Ni$_3$Si is an ordered compound in which every silicon atom has twelve nickel neighbours. The table follows one cubic cell of it through five volumes, two smaller and two larger than its own choice. The questions below start with how to read a row and end with what the curve leaves undecided.

Cubic Ni3Si (Cu3Au type, 4 atoms per cell) at volumes scaled from the relaxed cell, computed with Ansatz 0.2.0: r2SCAN, plane-wave PAW, scalar-relativistic, no spin polarisation, cutoff 500 eV, 12×12×12 k mesh, Gaussian smearing of 0.1 eV. Energies count from the minimum of a third-order Birch-Murnaghan fit; pressures are from the computed stress, positive in compression.

| volume per atom (Å³/atom) | energy over minimum (meV/atom) | pressure (GPa) |
| --- | --- | --- |
| 9.772 | 31.5 | 17.22 |
| 10.084 | 7.4 | 7.87 |
| 10.396 | 0.0 | 0.00 |
| 10.708 | 6.7 | -6.62 |
| 11.020 | 25.1 | -12.18 |

What do the zeros and the minus signs mean? The middle row, at a volume per atom of 10.396 Å$^3$, is the size that the crystal takes when nothing presses on it. The energy over minimum counts upward from there, so it is the work stored in each atom's share of the crystal. A positive pressure must be applied from outside to hold the cell small, and a negative one is an even pull that holds it large. Only the middle cell was relaxed and the others are scaled copies of it, which does no harm as long as the crystal stays cubic, because that symmetry fixes both the shape and the atomic positions.

Why does twice the volume change cost about four times the energy? In the limit of a very small change, nearly every smooth curve around its minimum is a parabola, as for a spring. At the minimum the force is zero, and it grows in step with the displacement. The work is the average force times the distance, and both double, so the work grows fourfold. Averaged over squeezing and stretching, the energy at 6 % is about 4.0 times that at 3 %, so the spring picture holds well for the average of the two sides.

Why, then, do the two sides differ? Squeezing by 6 % costs 31.5 meV per atom, and stretching by the same amount costs 25.1 meV. Two opposite limits make this direction the expected one. If the atoms are pulled far apart, the bonding fades and the energy levels off at that of separate atoms, so the curve must flatten on that side. If they are pushed together, the valence electrons are squeezed into less space and against the filled inner shells, the Pauli principle forces them into states of higher kinetic energy, and the cost climbs ever more steeply. The minimum lies between a wall and a slope that flattens out, and close to it the curve already leans, being steeper on the side of the wall. This is a general argument and not a result of these runs; the table shows the lean but does not divide the energy into bonding and repulsion.

Could the lean be a mere effect of counting in volume and not in distance? About a third of it is. The cube edge shrinks by 2.04 % when the volume falls by 6 %, but grows by only 1.96 % when the volume rises by 6 %, as the cube roots of 0.94 and 1.06 show. A perfect spring between the atoms would therefore make squeezing about 8 % dearer, since $(2.04/1.96)^2\approx1.08$. The table has it about 25 % dearer, so most of the difference comes from forces that depart from those of a perfect spring.

Why is the imbalance plainer in the pressure than in the energy? Let $x$ be the relative change of volume, negative for squeezing, and let $E$ be the energy over minimum. The simplest curve that leans is a parabola with one further term,

$$E = a x^2 - b x^3 ,$$

where $a$ and $b$ are positive constants. For a change of size $s$, squeezing costs $as^2+bs^3$ and stretching costs $as^2-bs^3$. The difference of the two sides divided by their sum is then $bs/a$, which may be called the unequal share.

The pressure $P$ is minus the slope of the energy with volume. Taking the slope turns $x^2$ into $2x$ and $x^3$ into $3x^2$, so the sizes of the two pressures are proportional to $2as+3bs^2$ and $2as-3bs^2$. Their unequal share is $3bs/(2a)$, one and a half times that of the energy. The constants cancel, so the factor 3/2 needs no value for either of them. A slope always brings out the higher power more strongly, which is why a pressure reveals a lean sooner than an energy does.

The two outermost rows can now be put to the test. For the energies the share is

$$\frac{31.5-25.1}{31.5+25.1}=0.113 ,$$

and for the sizes of the pressures it is

$$\frac{17.22-12.18}{17.22+12.18}=0.171 .$$

Their ratio is 1.52, close to the expected 1.5. Both columns come from the same calculation, so this agreement shows that they are consistent and that one cubic term describes the lean; it does not identify the repulsion behind it.

The same formula says that the unequal share should double when the volume change doubles. In the pressures it rises from 8.6 % to 17.1 %, which is very nearly a doubling. The curve thus bends gradually through all five volumes, with no sign of a sudden change of state along it. The formula must fail for large stretching, where its cubic term would pull the energy down without end while a real solid approaches separate atoms. It is a description of the neighbourhood of the minimum only.

Can the stiffness be given as a single number? Stiffness here means the bulk modulus, $-V\,dP/dV$ with $V$ the volume, which is the pressure needed per relative change of volume. The two rows at 3 % put it at about 241 GPa around the minimum. If the pressure simply kept growing in proportion to the change of volume, 6 % would take $241\times0.06\approx14.5$ GPa in either direction. That is about a sixth below the computed pressure for squeezing and nearly a fifth above the computed pull for stretching.

The reason is that the stiffness itself changes along the curve. Between the two smallest volumes it is about 298 GPa, and between the two largest about 194 GPa. Squeezing brings the atoms closer to the steep wall, where each further step meets more resistance. Stretching weakens the bonding, so the pull still grows, but by less with each step. A single bulk modulus is a sound guide to volume changes of a per cent or two, while beyond that it matters whether the crystal is squeezed or stretched. The printed output after this text lists the stiffnesses and the shares.

Which digits can be trusted? At 3 % the two sides differ by 0.7 meV per atom, but each energy is rounded to 0.1 meV, so the unrounded difference may lie anywhere from 0.6 to 0.8 meV. That squeezing costs more is secure, while the table gives the size of the difference to one digit at best. For the bulk modulus, a Birch-Murnaghan curve fitted to all five energies gives 240 GPa, so the third digit already depends on how the value is extracted.

Agreement with a real sample is a different matter. Another density functional would shift the preferred volume itself, and for metals this shift can reach a few per cent. With the stiffness found here, each per cent of volume corresponds to about 2.4 GPa, far more than the last printed digit of the pressure. Vibrations, which this calculation at absolute zero leaves out, usually expand a crystal and soften it somewhat. The pressure at a stated volume is therefore much less certain than the shape of the curve around its own minimum.

What would change if the electrons were free to become magnetic? Here equal numbers of up and down spins were imposed in every row, so the lack of a magnetic moment is an input. Stretching weakens the overlap between nickel atoms and narrows their d bands, which as a rule makes it easier for a moment to form. If a magnetic state lay lower only at the larger volumes, stretching would cost less than the table says. If it already lay lower at the middle one, the preferred volume itself would probably move outward. A run with free spins would need a second functional beside it, since r$^2$SCAN tends to exaggerate magnetism in metals such as nickel. Whether the curve would keep its shape with the spins set free is the question that these five rows leave open.

Numerical output:

```
Size of the cell:
     row  volume change in %  cube edge in Å  nearest neighbours in Å
   9.772              -6.002           3.394                      2.4
  10.084              -3.001            3.43                    2.425
  10.396                   0           3.465                     2.45
  10.708               3.001           3.499                    2.474
   11.02               6.002           3.532                    2.498
Energy of 6 % squeezing less that of 6 % stretching (meV/atom): 6.4
Energy of 3 % squeezing less that of 3 % stretching (meV/atom): 0.7
Energy ratio, squeezing to stretching, at 6 %: 1.255
Pressure size ratio, squeezing to stretching, at 6 %: 1.414
Mean energy of both sides, 6 % over 3 %: 4.014
Unequal share in energy at 6 % (%): 11.31
Unequal share in pressure at 6 % (%): 17.14
Unequal share in pressure at 3 % (%): 8.627
Share in pressure over share in energy at 6 % (expected 1.5): 1.516
Share in pressure, 6 % over 3 % (expected 2): 1.987
Stiffness between the two smallest volumes (GPa): 297.5
Stiffness between the two largest volumes (GPa): 193.6
Ratio of these two stiffnesses: 1.537
Stiffness at the minimum from the 3 % rows (GPa): 241.4
Bulk modulus of the Birch-Murnaghan fit (GPa): 240.3
Largest shift of an energy difference by the smearing convention (meV/atom): 0.05925
```
